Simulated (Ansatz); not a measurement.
Bulk crystal (Au) after relaxation:

```cif
data_structure
_symmetry_space_group_name_H-M 'P 1'
_symmetry_Int_Tables_number 1
_cell_length_a 2.9402
_cell_length_b 2.9402
_cell_length_c 2.9402
_cell_angle_alpha 60.000
_cell_angle_beta 60.000
_cell_angle_gamma 60.000
_cell_volume 17.97
loop_
_atom_site_label
_atom_site_type_symbol
_atom_site_fract_x
_atom_site_fract_y
_atom_site_fract_z
_atom_site_occupancy
Au1 Au 0.00000 0.00000 0.00000 1
```

Miller indices refer to the conventional cell of Fm-3m (No. 225), a = 4.158 Å, b = 4.158 Å, c = 4.158 Å, α = 90.00°, β = 90.00°, γ = 90.00°.

The (211) slab of 13 planes, 10.2 Å thick with 15 Å of vacuum as cut; outer planes Au (top) and Au (bottom).

Method: DFT PBE, scalar-relativistic, plane waves, PAW in Ansatz 0.2.0. Settings: cutoff 420 eV, Γ-centred mesh 12×5×1 on the computed 13-atom cell, Gaussian smearing of 0.10 eV; no spin polarisation. A dipole correction removes the field between periodic images along c.

The slab's inner planes relax by over 3 % too, so it holds no bulk-like region.

Results for the relaxed slab:

```json
{
  "Surface energy (mean of both faces)": "0.83 J/m²",
  "Work function": "5.09 eV"
}
```

Relaxation lowers the energy by 0.076 J/m² a face; the largest move is 0.325 Å.

```
plane (bottom to top)  atoms  spacing to next, bulk (Å)  relaxed (Å)  change (%)
                    1     Au                      0.849        0.564       -33.5
                    2     Au                      0.849        0.766        -9.8
                    3     Au                      0.849        1.081       +27.4
                    4     Au                      0.849        0.737       -13.1
                    5     Au                      0.849        0.881        +3.8
                    6     Au                      0.849        0.842        -0.8
                    7     Au                      0.849        0.842        -0.8
                    8     Au                      0.849        0.881        +3.8
                    9     Au                      0.849        0.737       -13.1
                   10     Au                      0.849        1.081       +27.4
                   11     Au                      0.849        0.766        -9.8
                   12     Au                      0.849        0.564       -33.5
                   13     Au
```

With no bulk-like middle, the error of these values can't be bounded.

Spin-orbit coupling is left out, which matters for the bands of heavy elements.

γ = (E_slab − N·E_bulk)/2A = 2.203 eV / (2 × 21.18 Å²) = 52.0 meV/Å² = 0.83 J/m², with N = 13 atoms. The cut crosses 10 bonds a cell (neighbours within 10 % of the shortest distances), so each costs 0.22 eV on this count. The top spacing shrinks by 33.5 %, as is usual at a metal's surface, where atoms that lost neighbours bind closer to those left.

The relaxation smooths a stepped surface rather than simply compressing its outer layer. On fcc (211), narrow (111) terraces are separated by (100)-type steps, so the first three planes are the step-edge, mid-terrace and step-corner rows. The edge row has lost the most neighbours and sinks by the largest amount, while the corner row moves outward, opening the gap beneath it by 27.4 %. This follows the electron density, which spreads to flatten the step and draws the ion cores with it. The percentages look dramatic because the planes are closely spaced; they do not represent equal changes in bond length.

The surface energy of 0.83 J/m² is well below experimental estimates for gold, probably because PBE underbinds the metal and misses part of the nonlocal correlation attraction, in keeping with its overlong lattice constant. Without a flat (111) reference, neither the step formation energy nor the lowering of the work function by step dipoles can be extracted.
